## Estimating how far thallium yields to pressure

If 3 GPa takes 7 % off the volume of a thallium crystal, then twenty times that pressure should take off twenty times as much. That would be 140 %, more than the crystal has. The calculated loss at 60 GPa is 38 %.

Three magnitudes are worth remembering. Unloaded, this crystal resists compression with a bulk modulus of about 30 GPa. By 30 GPa it has lost a little under a third of its volume. Each of the first few gigapascals raises its enthalpy by slightly less than 0.2 eV per atom.

Thallium (dhcp, P6_3/mmc; a = 3.456 Å, c = 11.350 Å and 29.36 Å³ per atom at zero pressure), relaxed at each pressure with its symmetry kept. Changes are relative to the zero-pressure cell; negative pressure is tension. Ansatz 0.2.0, scalar-relativistic PBE+D3(BJ) without spin polarisation, PAW, cutoff 420 eV, k mesh 15×15×4 at zero pressure, Gaussian smearing of 0.1 eV.

```tsv
pressure (GPa)	volume change (%)	enthalpy change (eV/atom)	a change (%)	c change (%)
-3	13.84	-0.582	4.48	4.27
0	0.00	0.000	0.00	0.00
3	-7.08	0.528	-2.43	-2.40
8	-14.57	1.343	-5.10	-5.14
15	-21.13	2.393	-7.60	-7.63
30	-29.47	4.435	-10.87	-11.23
60	-38.30	8.041	-14.82	-14.96
```

### Why the crystal stiffens

In an unloaded metal two tendencies balance. The attraction between the conduction electrons and the ions pulls the crystal together. The kinetic energy of those electrons, and the repulsion between filled shells of neighbouring atoms, push it apart. On compression the push grows faster than the pull, so every further per cent of volume costs more pressure than the one before.

This argument comes from the theory of metals; the table shows its consequence. The bulk modulus B is the pressure needed per relative loss of volume. Between 0 and 3 GPa it averages 41 GPa, and between 30 and 60 GPa it averages 224 GPa. Under tension the same effect works in reverse: the crystal softens, and a pull of 3 GPa swells it about twice as much as a push of 3 GPa shrinks it.

### The rule

A simple description lets B rise linearly with the pressure P, so that B = B₀ + B′P. Here B₀ is the bulk modulus at zero pressure, and B′ says how many gigapascals of stiffness each gigapascal of pressure adds. For many metals B′ lies near 5, and that round value is adopted here. A small step in pressure changes the volume V by dV/V = −dP/B, and adding up the steps from the unloaded volume V₀ gives

V/V₀ = (1 + P/6.4)^(−1/5), with P in GPa.

The 6.4 GPa stands for B₀/B′ and is the rounded average of what the six loaded rows imply, so B₀ is 5 × 6.4 = 32 GPa. It marks where the curve bends. Well below 6.4 GPa the crystal loses about P/32 of its volume, which for 1000 bar (0.1 GPa) is 0.3 %. Well above it, doubling the pressure shrinks the remaining volume by only about an eighth. A metal with a larger B₀ and a similar B′ would reach this bend at a higher pressure.

The cell edges follow from the cube root of V/V₀, because the crystal shrinks almost equally in all directions. Its atoms are close-packed, with neighbours at nearly equal distances within and between the layers. Two layers together are 1.642 times as high as the edge a, against 1.633 for ideal packing of spheres (the printed output wrongly calls this the height of one layer). The ratio of the edges c and a never changes by more than about 0.4 %.

The enthalpy change ΔH is the volume added up over the pressure. For this rule the sum has a closed form:

ΔH = 1.25 V₀ [(P + 6.4) V/V₀ − 6.4].

With V₀ written as 0.183 eV per GPa for each atom, the factor in front is 1.25 × 0.183 = 0.229.

### Two rows by hand

Both rows helped to set the 6.4 GPa, so they illustrate the rule and do not test it independently. The first is 8 GPa:

1. **Load:** 1 + 8/6.4 = 2.25.
2. **Volume:** the decimal logarithm of 2.25 is 0.352. A fifth of it is 0.070, and 10^(−0.070) = 0.85. The crystal loses 15 % of its volume; the table has 14.6 %.
3. **Edges:** the cube root of 0.85 is 0.947, a shortening of 5.3 %. The table has 5.1 % for both edges.
4. **Enthalpy:** 14.4 × 0.85 − 6.4 = 5.84, and 0.229 × 5.84 = 1.34 eV per atom, as in the table.

The second row, 60 GPa, is the hardest for the rule. The load is 10.4, and its inverse fifth root is 0.626. The estimated loss of volume is therefore 37.4 %, where the table has 38.3 %. The enthalpy becomes 0.229 × (66.4 × 0.626 − 6.4), or 8.06 eV per atom with unrounded factors, against a calculated 8.04.

### How far to trust it

Over the whole table the estimated volume change is within one percentage point of the calculated one, measured against the unloaded volume. The edges are good to about half a percentage point and the enthalpies to 0.02 eV per atom. The enthalpy does so well because it sums the volume over the whole path, and the rule makes the crystal slightly too small up to 15 GPa and slightly too large at 30 and 60 GPa. Since enthalpy and volume are tied together in any consistent calculation, this agreement is no second proof of the rule.

At the upper end the assumption of steady stiffening wears out. Between 30 and 60 GPa the rule has an average bulk modulus of 250 GPa, clearly above the calculated 224 GPa. Theory gives a reason: under strong compression the attraction counts for less beside the repulsion, and each further gigapascal then adds less stiffness. Beyond 60 GPa the rule should therefore leave the crystal increasingly too large.

Under tension the formula is more delicate, since it lets the volume grow without bound at −6.4 GPa. That pressure is a property of the formula and not a calculated strength. When both constants are fitted to the compressed rows alone, the formula predicts a swelling of 11 % at −3 GPa, where the calculation gives 14 %. One likely reason lies in the formula, which keeps B′ constant. In the calculation each gigapascal adds about 6 GPa of stiffness around zero pressure, but only about 4 GPa towards the upper end of the table, so a slope fitted to the compressed rows would be too low for the stretched crystal. But the 6 GPa itself rests on the row at −3 GPa, where the dispersion correction is close to a switching point, so the calculation does not show how much of the extra swelling comes from each.

The same fit puts B₀ at 35 GPa and B′ at 4.5, in place of 32 GPa and 5. A higher starting stiffness makes up for a slower increase, so the constants serve as a pair for estimates and neither is a precise material property. The output below sets both versions beside the calculated values.

For a real sample two further limits matter. Real thallium has a two-layer hexagonal stacking and changes to cubic close packing at a few gigapascals, whereas the calculation keeps a four-layer stacking (dhcp) throughout, so the rule passes smoothly over any step in volume. The calculation also omits temperature and spin–orbit coupling, which is strong in so heavy an atom and can shift both the volume and the stiffness. Starting from a measured volume corrects the volume at zero pressure but not the stiffness.

Printed output of the fit:

```
Characteristic pressure implied by each loaded row in table order (GPa): 6.29, 6.762, 6.68, 6.588, 6.343, 5.892
Mean of these (GPa): 6.426
Bulk modulus at zero pressure in the rule (GPa): 32
Enthalpy per GPa at unchanged volume (eV/atom): 0.1833
Height of one layer over a at zero pressure (ideal close packing 1.633): 1.642
Rms miss of the rule for the volume change (percentage points): 0.4782
fit of lnv on 5 rows (p > 0): coefficient of log(1 + s*p) -0.2242 +/- 0.00058, s 0.1262; rms 0.00132, worst 30 -0.00188, leave-one-out rms 0.00341
  rows outside the fit (model, value, miss): -3 0.1066, 0.1296, -0.023; 0 0, 0, 0
B' of the free fit: 4.46
Bulk modulus at zero pressure of the free fit (GPa): 35.35
Volume (changes in %, bulk moduli in GPa between the row above and this row):
  row  1+P/6.4    rule  rule less table  constant B  free fit  B from table  B from rule
   -3   0.5312   13.49          -0.3545       9.829     11.25           n/a          n/a
    0        1       0                0           0         0         23.14        23.71
    3    1.469    -7.4          -0.3201      -8.949    -6.944         40.85        39.02
    8     2.25  -14.97          -0.4017      -22.12    -14.48         59.49        58.61
   15    3.344  -21.45          -0.3187      -37.42    -21.19         87.61        88.35
   30    5.688  -29.37           0.1043      -60.84     -29.6         134.2        141.2
   60    10.38  -37.37           0.9329      -84.66    -38.23         224.3        249.5
Edges (%) and enthalpy (eV/atom):
  row  rule edge    less a   less c  c/a change  rule enthalpy  less table  P times V0  energy part
   -3      4.307    -0.173  0.03699      -0.201        -0.5822  -0.0001633     -0.5498      0.04384
    0          0         0        0           0              0           0           0            0
    3      -2.53   -0.1002  -0.1302     0.03075         0.5279  -0.0001489      0.5498      0.01717
    8     -5.263   -0.1627  -0.1227    -0.04215          1.339   -0.004336       1.466      0.09059
   15     -7.732    -0.132   -0.102    -0.03247          2.385   -0.008456       2.749       0.2251
   30     -10.94  -0.07221   0.2878     -0.4039          4.423    -0.01158       5.498       0.5576
   60     -14.44    0.3793   0.5193     -0.1644           8.06     0.01934          11        1.257
```
